\textbf{Question.} I want the spin--spin part of the zero-field splitting $D$ of triplet O$_2$ from Gaussian integrals. Point dipoles are almost free. Are they good enough, and if not, what is the cheapest way to evaluate the proper integrals to a given accuracy?

\textbf{Answer.} Point dipoles give the wrong sign for O$_2$. The proper kernel costs only a few times more when it is tabulated. A solvable model shows both.

\textbf{1. Operator and integrals.} With spins in units of $\hbar$, $\mathbf u=\mathbf r_1-\mathbf r_2$ and the free-electron $g$,
\begin{equation}
H=-\kappa\sum_{ij}s_{1i}s_{2j}T_{ij}(\mathbf u)-\frac{8\pi}{3}\kappa\,\mathbf s_1\!\cdot\!\mathbf s_2\,\delta(\mathbf u),\qquad T_{ij}=\frac{3u_iu_j-\delta_{ij}u^2}{u^5},
\end{equation}
where $\kappa=\mu_0g^2\mu_B^2/4\pi=3.448\times10^{-53}$ J\,m$^3$ and integrals of $T_{ij}$ exclude a vanishing sphere round $u=0$. In a triplet $s_{1z}s_{2z}=S_z^2/2-1/4$ and $\mathbf s_1\!\cdot\!\mathbf s_2=1/4$, so an axial state has
\begin{equation}
H=D\left(S_z^2-\tfrac23\right),\qquad D=-\tfrac34\kappa\langle T_{zz}\rangle .
\end{equation}
The contact term is a spin scalar and does not enter $D$. In a two-electron triplet it vanishes, since $\Psi=0$ at $\mathbf u=0$.

Take unnormalised s Gaussians whose products have exponents $p,q$, centres $\mathbf P,\mathbf Q$ and combined prefactor $K$. Let $\mathbf R=\mathbf P-\mathbf Q$, $\rho=pq/(p+q)$, $T=\rho R^2$ and $F_m(T)=\int_0^1t^{2m}e^{-Tt^2}dt$ (Boys functions, $F_m'=-F_{m+1}$). The Coulomb integral is $AF_0(T)$ with $A=2\pi^{5/2}K/(pq\sqrt{p+q})$. Differentiating with respect to $\mathbf P$ at fixed $K$ turns the kernel into $\partial_i\partial_ju^{-1}=T_{ij}-\frac{4\pi}{3}\delta_{ij}\delta(\mathbf u)$, while
\begin{equation}
\partial_i\partial_jF_0=4\rho^2R_iR_jF_2-2\rho\,\delta_{ij}F_1 .
\end{equation}
The traceless part gives the dipolar integral. The trace, with $2TF_2=3F_1-e^{-T}$, equals $-2\rho e^{-T}$ and gives the contact integral:
\begin{align}
(ab|T_{ij}|cd)&=4A\rho^2F_2(T)\left(R_iR_j-\tfrac13\delta_{ij}R^2\right),\\
(ab|\delta|cd)&=K\left(\frac{\pi}{p+q}\right)^{3/2}e^{-T}.
\end{align}
For normalised clouds $A=2\sqrt{\rho/\pi}$. At large $T$, $F_2\to\frac38\sqrt\pi\,T^{-5/2}$, so $\langle T_{zz}\rangle\to2/R^3$ and
\begin{equation}
D\to-\frac{3\kappa}{2R^3},\qquad \frac{3\kappa}{2h}=78.06\ \text{MHz\,nm}^3,
\end{equation}
which is $2.604$ cm$^{-1}$\,\AA$^3$ in spectroscopic units. The exact s--s value falls short of the point value by the fraction $\Gamma(\frac52,T)/\Gamma(\frac52)\approx4T^{3/2}e^{-T}/(3\sqrt\pi)$. The gamma ratio is $0.035$ at $T=6$.

\textbf{2. Solvable O$_2$ model.} Put one electron in each $\pi_g$ orbital, built from one p Gaussian of exponent $\alpha$ per atom, with bond length $L$ along $z$:
\begin{equation}
\Psi\propto(x_1y_2-y_1x_2)\,e^{-\alpha(x_1^2+y_1^2+x_2^2+y_2^2)}\chi(z_1)\chi(z_2),
\end{equation}
with $\chi=e^{-\alpha(z-L/2)^2}-e^{-\alpha(z+L/2)^2}$. With $\mathbf s=(\mathbf r_1+\mathbf r_2)/2$ the first factor is $u_xs_y-u_ys_x$, and integrating $|\Psi|^2$ over $s_x,s_y$ leaves $u_\perp^2e^{-\alpha u_\perp^2}$. The function $\chi^2$ is three Gaussians of exponent $2\alpha$ at $L/2,-L/2,0$ with weights $1,1,-2\sigma$, where $\sigma=e^{-\alpha L^2/2}$. So $\rho=\alpha$, and $\mathbf u$ is distributed as $\sum_cw_c\,\alpha u_\perp^2G(\mathbf u-c\hat{\mathbf z})$, with $G$ the normalised Gaussian of exponent $\alpha$. Since $T_{zz}$ is even, $\pm c$ are merged:
\begin{equation}
w_0=\frac{1+2\sigma^2}{2(1-\sigma)^2},\qquad w_{L/2}=\frac{-2\sigma}{(1-\sigma)^2},\qquad w_L=\frac{1}{2(1-\sigma)^2}.
\end{equation}
On the axis $\alpha u_\perp^2G=[1+\nabla_\perp^2/4\alpha]G$, with derivatives on the centre. Applying this to the s formula gives $\frac83\alpha^{3/2}\pi^{-1/2}[2T(F_2-F_3)-F_2]$ with $T=\alpha c^2$. The recurrences $2TF_{m+1}=(2m+1)F_m-e^{-T}$ reduce the bracket to
\begin{equation}
\phi(T)=3F_1-6F_2=\int_0^1(3t^2-6t^4)\,e^{-Tt^2}dt,
\end{equation}
\begin{equation}
D=-C\Phi,\qquad C=\frac{2\kappa\alpha^{3/2}}{\sqrt\pi},\qquad \Phi=\sum_cw_c\,\phi(\alpha c^2).
\end{equation}
The inputs are a typical $L=121$ pm and an assumed $\alpha L^2=6$, so $\alpha=4.098\times10^{20}$ m$^{-2}$, $\sigma=0.0498$, $C/h=487.2$ GHz and the arguments are $T=0,\frac32,6$. With $F_0=\frac12\sqrt{\pi/T}\,\mathrm{erf}\sqrt T$ the recurrences give closed forms: $\phi(0)=-\frac15$, $\phi(\frac32)=3e^{-3/2}-F_0=0.00604$ and $\phi(6)=(F_0+3e^{-6})/8=0.04613$. The weights are $0.5565$, $-0.1103$, $0.5538$, so $\Phi=-0.08642$ and
\begin{equation}
D/h=54.22+0.32-12.44=42.10\ \text{GHz},
\end{equation}
or $1.404$ cm$^{-1}$. This is the model's exact answer and the reference below. Two point dipoles on the nuclei give $-44.06$ GHz, because they lack the dominant $c=0$ term, in which the electrons lie side by side in the plane normal to the axis.

\textbf{3. Cost and deviation.} For $N$ primitives there are about $N^2/2$ product clouds and $N^4/8$ cloud pairs. Discarding small $K$ leaves $M\propto N$ clouds and about $M^2/2$ pairs. If integrals are contracted as they are made, only the density matrices are stored, $O(N^2)$ words. This is common to all kernel methods, so I count operations per kernel, with add, multiply, divide, square root and floor as one each, and stored constants as words. Branch tests are not counted.

\emph{Far field.} Extending the $t$ integral to infinity gives
\begin{equation}
\phi_\infty=\tfrac34\sqrt\pi\,T^{-3/2}\left(1-\frac3T\right),\qquad \phi-\phi_\infty=e^{-T}\left(\frac{3}{2T}+\frac{15}{4T^2}+\dots\right).
\end{equation}
The leading factor is the point dipole (3 operations, 1 word). For $\pi$ clouds its relative deviation falls only as $3/T$, because the clouds have quadrupole moments. At $T=6$ it gives $0.09045$. The corrected form (6 operations, 2 words) gives $0.04523$ and meets a tolerance $\epsilon$ beyond $T_0\sim\ln(1/\epsilon)$. In a large three-dimensional system the pairs nearer than that number $\propto M(T_0/\rho)^{3/2}$, so the far field carries the $M^2$ term. Neither form can be refined at fixed $T$, and both diverge at $T=0$.

\emph{Power series} S$_n$. Expanding the exponential,
\begin{equation}
\phi=-\sum_{m\ge0}\frac{3(2m+1)}{(2m+3)(2m+5)}\frac{(-T)^m}{m!}.
\end{equation}
Because $|3t^2-6t^4|\le3t^2$ on $[0,1]$, every derivative obeys $|\phi^{(m)}|\le3/(2m+3)$. With $n$ terms the deviation is below $3T^n/[(2n+3)n!]<(eT/n)^n$, so $n=eT+\ln(1/\epsilon)$ suffices, with $eT=16.3$ at $T=6$. Horner evaluation costs $2(n-1)$ operations and $n$ words. Work grows linearly in $T$, and cancellation sets in: the largest term at $T=6$ is $11.0$.

\emph{Table} G$(\eta,k)$. Store $k$ Taylor coefficients at the centre of each cell of width $\eta$, re-expanded in the fractional part of $T/\eta$. The lookup costs 3 operations, so the total is $2k+1$, independent of $T$ and $\eta$. The same derivative bound gives a deviation below $3(\eta/2)^k/[(2k+3)k!]$. Memory is about $kT_0/\eta\propto kT_0(k!\,\epsilon)^{-1/k}$, so accuracy is bought with words or with order.

\textbf{4. The model's numbers.} Operations are summed over the three kernels with fixed $n$ or $k$ and no shortcut at $T=0$. The hybrid H$_n$ uses S$_n$ at $T=0,\frac32$ and $\phi_\infty$ at $T=6$. Tables cover $0\le T\le6$ with 13 or 61 cells, and all three arguments lie on cell edges, the farthest points from the nodes.

\begin{center}
\begin{tabular}{lrrr}
\hline
method & operations & words & $\Delta D/D$\\
\hline
point dipoles on nuclei & 3 & 1 & $-2.05$\\
H$_4$ & 18 & 6 & $+4.6\times10^{-2}$\\
H$_6$ & 26 & 8 & $+8.4\times10^{-3}$\\
S$_{18}$ & 102 & 18 & $-5.4\times10^{-3}$\\
S$_{20}$ & 114 & 20 & $-4.8\times10^{-4}$\\
S$_{24}$ & 138 & 24 & $-2.2\times10^{-6}$\\
G(0.5, 2) & 15 & 26 & $-3.9\times10^{-2}$\\
G(0.5, 3) & 21 & 39 & $-2.9\times10^{-3}$\\
G(0.5, 4) & 27 & 52 & $-1.6\times10^{-4}$\\
G(0.1, 1) & 9 & 61 & $-7.6\times10^{-2}$\\
G(0.1, 2) & 15 & 122 & $-1.8\times10^{-3}$\\
G(0.1, 3) & 21 & 183 & $-2.6\times10^{-5}$\\
G(0.1, 4) & 27 & 244 & $-2.9\times10^{-7}$\\
\hline
\end{tabular}
\end{center}

The hybrids converge to a floor of $+5.8\times10^{-3}$, set by $\phi_\infty(6)$. They also profit from the absence of arguments between $\frac32$ and 6, where a short series and the far field are both poor.

\emph{Fewest operations among these rows for a stated accuracy.} For $10^{-1}$ take G(0.1, 1) at 9 operations. For $5\times10^{-2}$ take G(0.5, 2) at 15, which ties with G(0.1, 2) but needs fewer words. For $10^{-2}$ take G(0.1, 2) at 15, for $10^{-3}$ or $10^{-4}$ G(0.1, 3) at 21, and for $10^{-6}$ G(0.1, 4) at 27.

\emph{Best accuracy inside a budget.} With 20 operations and 30 words, G(0.5, 2). With 30 operations and 10 words, H$_6$. With 30 operations and 64 words, G(0.5, 4). With 25 words and unlimited work, S$_{24}$, at $5.1$ times the operations of G(0.1, 4). Gaps such as 15 against 18 depend on how divisions and roots are weighted. The gap between series and table does not, since the series uses only additions and multiplications.

\textbf{5. What the digits mean.} The $42.10$ GHz belongs to the model. The exponent was chosen to place it in the range typical of the spin--spin part of O$_2$, roughly 40 to 50 GHz, so it tests nothing about the molecule, and the second-order spin--orbit part of $D$, typically about 70 GHz, is not included. A 10 per cent rise of $\alpha$ raises $C$ by 15 per cent, so here kernel deviations below $10^{-2}$ are smaller than the effect of the basis choice. The practical scheme is a table of order 2 to 4 for $T<T_0$, the corrected far field above $T_0$, and bare point dipoles only for spins on well-separated centres, where $3/T$ is below the tolerance.